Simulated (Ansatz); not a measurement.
## CaO: the change of energy above lowest point with volume scale

Free energy against uniform scaling of the volume at fixed shape and fractions; periodic cell, basis, potentials, k mesh and filling as listed. The results are calculated, by Ansatz 0.2.0.

The cell before it is scaled or strained (space group Fm-3m, No. 225):
```
CELL_PARAMETERS angstrom
0.00000 2.40650 2.40650
2.40650 0.00000 2.40650
2.40650 2.40650 0.00000
ATOMIC_POSITIONS crystal
Ca 0.00000 0.00000 0.00000
O 0.50000 0.50000 0.50000
```

Settings of every row: functional PBE; dispersion none; potentials PAW; wave cutoff 550 eV; density cutoff 2200 eV; k mesh 7x7x7; k shift 0x0x0; occupations fixed; smearing width 0 eV; spin none.

| row | volume scale | V (Å³/atom) | energy above lowest point (meV/atom) |
| --- | --- | --- | --- |
| 1 | 0.9 | 12.543 | 68.4 |
| 2 | 0.925 | 12.891 | 38.9 |
| 3 | 0.95 | 13.24 | 18.4 |
| 4 | 0.975 | 13.588 | 5.8 |
| 5 | 1 | 13.937 | 0 |
| 6 | 1.025 | 14.285 | ? |
| 7 | 1.05 | 14.633 | 5.8 |
| 8 | 1.075 | 14.982 | 15.9 |
| 9 | 1.1 | 15.33 | 30.1 |

Question: what energy above lowest point should row 6 give?

Worked fit of energy above lowest point. Take u = (V_r/V)^(2/3) − 1 with V_r = 13.762 Å³ an atom, which is twice the finite (Eulerian) strain; such expansions in the strain, on which the Birch-Murnaghan equation of state is built, carry the rest volume and the bulk modulus. The shown rows have u = 0.06378, 0.04455, 0.02611, 0.00852, -0.00839, -0.04009, -0.05505, -0.06941. Least squares give energy above lowest point = 2.1 + 339.5 × u + 10842 × u² + 2042 × u³ meV/atom; a parabola predicts inner rows, each left out in turn, worse (root mean square 0.14 against 0.031 meV/atom). All shown rows lie on it to the printed digit. Its lowest point lies at u = -0.0157, or V = 14.09 Å³ an atom, and the curvature there gives the bulk modulus at fixed shape and fractions, B = (4/9)(1 + u)² E″(u)/V = 105 GPa. The withheld row has u = -0.02456, so the fit gives 2.1 + 339.5 × (-0.02456) + 10842 × (-0.02456)² + 2042 × (-0.02456)³ = 0.3 meV/atom.

The calculation gave 0.3 meV/atom. The fit meets it to the printed digit.
